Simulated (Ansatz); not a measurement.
# Ligand exchange: C3H4 + GaH(SH)2 → C2H2S + GaH(CH3)(SH)

Gas-phase species: C3H4 (propyne) `C#CC`, singlet; GaH(SH)2, singlet; C2H2S (ethynethiol) `C#CS`, singlet; GaH(CH3)(SH), singlet. The partners trade CH3 for SH: C–CH3 and Ga–SH bonds give way to C–SH and Ga–CH3.

Shapes, held fixed at every level: PBE0-D4/def2-TZVP. Flexible molecules stand in one conformer, not always the lowest. Programs: Ansatz 0.2.0. The zero-point and thermal change to 298 K, harmonic and unscaled (PBE0-D4/def2-TZVP), is -5.0 kJ/mol.

```json
{"level": "SPW92/def2-TZVPP", "kind": "LDA", "ΔH(298 K) (kJ/mol)": "+112.5", "less CCSD(T)/def2-TZVPP": "-4.9", "CPU time (sum over the molecules)": "11 s"}
{"level": "PBE-D4/def2-TZVPP", "kind": "GGA", "ΔH(298 K) (kJ/mol)": "+112.2", "less CCSD(T)/def2-TZVPP": "-5.2", "CPU time (sum over the molecules)": "20 s"}
{"level": "r2SCAN-D4/def2-TZVPP", "kind": "meta-GGA", "ΔH(298 K) (kJ/mol)": "+117.5", "less CCSD(T)/def2-TZVPP": "+0.1", "CPU time (sum over the molecules)": "36 s"}
{"level": "B3LYP-D4/def2-TZVPP", "kind": "global hybrid", "ΔH(298 K) (kJ/mol)": "+117.3", "less CCSD(T)/def2-TZVPP": "-0.1", "CPU time (sum over the molecules)": "31 s"}
{"level": "PBE0-D4/def2-TZVPP", "kind": "global hybrid", "ΔH(298 K) (kJ/mol)": "+118.5", "less CCSD(T)/def2-TZVPP": "+1.1", "CPU time (sum over the molecules)": "22 s"}
{"level": "wB97M-V/def2-TZVPP", "kind": "range-separated hybrid", "ΔH(298 K) (kJ/mol)": "+117.8", "less CCSD(T)/def2-TZVPP": "+0.4", "CPU time (sum over the molecules)": "76 s"}
{"level": "CCSD/def2-SVP", "kind": "coupled cluster or CI", "ΔH(298 K) (kJ/mol)": "+129.9", "less CCSD(T)/def2-TZVPP": "+12.5", "CPU time (sum over the molecules)": "–"}
{"level": "CCSD(T)/def2-TZVPP", "kind": "coupled cluster or CI", "ΔH(298 K) (kJ/mol)": "+117.4", "less CCSD(T)/def2-TZVPP": "0.0", "CPU time (sum over the molecules)": "–"}
```

The highest level, CCSD(T)/def2-TZVPP, gives ΔH(298 K) = +117.4 kJ/mol; the levels span +112.2 to +129.9. The column of differences is taken from that level and isn't an error. No measured value is set beside it here. Relativity is left out for Ga. Outer-core shells of Ga are correlated, in sets that cover them unevenly. Times are processor times on shared x86 and Arm servers, and rough.

The exchange is strongly endothermic at every level, so the thermodynamic preference is for sulfur on gallium and methyl on the alkynyl carbon. Electronegativity does little to explain this: carbon and sulfur have nearly the same value, so gallium's bonds to the two differ little on that count, and the new C–S bond gains little ionic stabilisation. The strong bond between an sp carbon and methyl is lost. Donation from a sulfur lone pair into the formally empty p orbital of gallium probably adds to the preference, while conjugation of sulfur with the triple bond in ethynethiol offsets only part of the cost.

The LDA and the GGA give a somewhat smaller penalty than the meta-GGA and the hybrids, which lie too close together to be ranked. The larger CCSD value combines a smaller basis with the absence of perturbative triples, so it can't be assigned to either alone. With two molecules on each side, entropy is unlikely to overturn the preference at ordinary temperatures.
